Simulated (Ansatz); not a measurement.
# Cu₃Pd: energy less free atoms and pressure against volume scale

Results calculated with Ansatz 0.2.0, not measured. Periodic Kohn-Sham DFT of a crystal at fixed atoms, scaled to volume_scale times the given cell; pressure positive in compression, energy less spherical unpolarised free atoms, largest_vzz the field gradient of largest size among the nuclei.

The cell before it is scaled or strained (space group Pm-3m, No. 221):
```
CELL_PARAMETERS angstrom
3.72200 0.00000 0.00000
0.00000 3.72200 0.00000
0.00000 0.00000 3.72200
ATOMIC_POSITIONS crystal
Cu 0.00000 0.50000 0.50000
Cu 0.50000 0.00000 0.50000
Cu 0.50000 0.50000 0.00000
Pd 0.00000 0.00000 0.00000
```

Settings of every row: method all-electron LAPW; functional PBEsol; relativity scalar; k mesh 9x9x9; filling fermi-dirac; smearing width 0.05 eV; basis error target 0.5 meV/atom; nucleus gaussian.

Atom start moment: 0 on all atoms.

```csv
row,volume scale,V (Å³/atom),energy less free atoms (eV/atom),pressure (GPa)
1,0.94,12.117,-4.4603,1.316
2,0.98,12.633,?,?
3,1,12.89,-4.4417,-8.387
4,1.01,13.019,-4.4344,-9.665
5,1.04,13.406,-4.4069,-13.027
```

Question: what energy less free atoms and pressure should row 2 give?

Worked fit of energy less free atoms. Take u = (V_r/V)^(2/3) − 1 with V_r = 12.954 Å³ an atom, which is twice the finite (Eulerian) strain; such expansions in the strain, on which the Birch-Murnaghan equation of state is built, carry the rest volume and the bulk modulus. The shown rows have u = 0.04554, 0.00331, -0.00333, -0.02261. Least squares give energy less free atoms = −4.43821 − 1.0865 × u + 13.206 × u² eV/atom; a straight line predicts inner rows, each left out in turn, worse (root mean square 0.0088 against 8.7e-05 eV/atom). All shown rows lie on it to the printed digit. Its lowest point lies at u = 0.0411, or V = 12.19 Å³ an atom, and the curvature there gives the bulk modulus at fixed shape and fractions, B = (4/9)(1 + u)² E″(u)/V = 167 GPa. The withheld row has u = 0.01687, so the fit gives −4.43821 − 1.0865 × (0.01687) + 13.206 × (0.01687)² = -4.4528 eV/atom.

The calculation gave -4.453 eV/atom. The fit lies 0.0002 eV/atom (0.37 % of the column's range) above it; its largest miss of a shown row is 0.0000 eV/atom.

Worked fit of pressure. Take u = (V_r/V)^(2/3) − 1 with V_r = 12.954 Å³ an atom, which is twice the finite (Eulerian) strain; such expansions in the strain, on which the Birch-Murnaghan equation of state is built, carry the rest volume and the bulk modulus. The shown rows have u = 0.04554, 0.00331, -0.00333, -0.02261. Least squares give pressure = −9.0325 + 193.428 × u + 742.38 × u² GPa; a straight line predicts inner rows, each left out in turn, worse (root mean square 0.5 against 0.0065 GPa). The rows lie off it by 0.000, -0.003, 0.003, -0.001. The pressure vanishes at u = 0.0404, or V = 12.21 Å³ an atom, and there the bulk modulus at fixed shape and fractions is B = −V dP/dV = (2/3)(1 + u) dP/du = 176 GPa. The withheld row has u = 0.01687, so the fit gives −9.0325 + 193.428 × (0.01687) + 742.38 × (0.01687)² = -5.558 GPa.

The calculation gave -5.566 GPa. The fit lies 0.008 GPa (0.056 % of the column's range) above it; its largest miss of a shown row is 0.003 GPa.
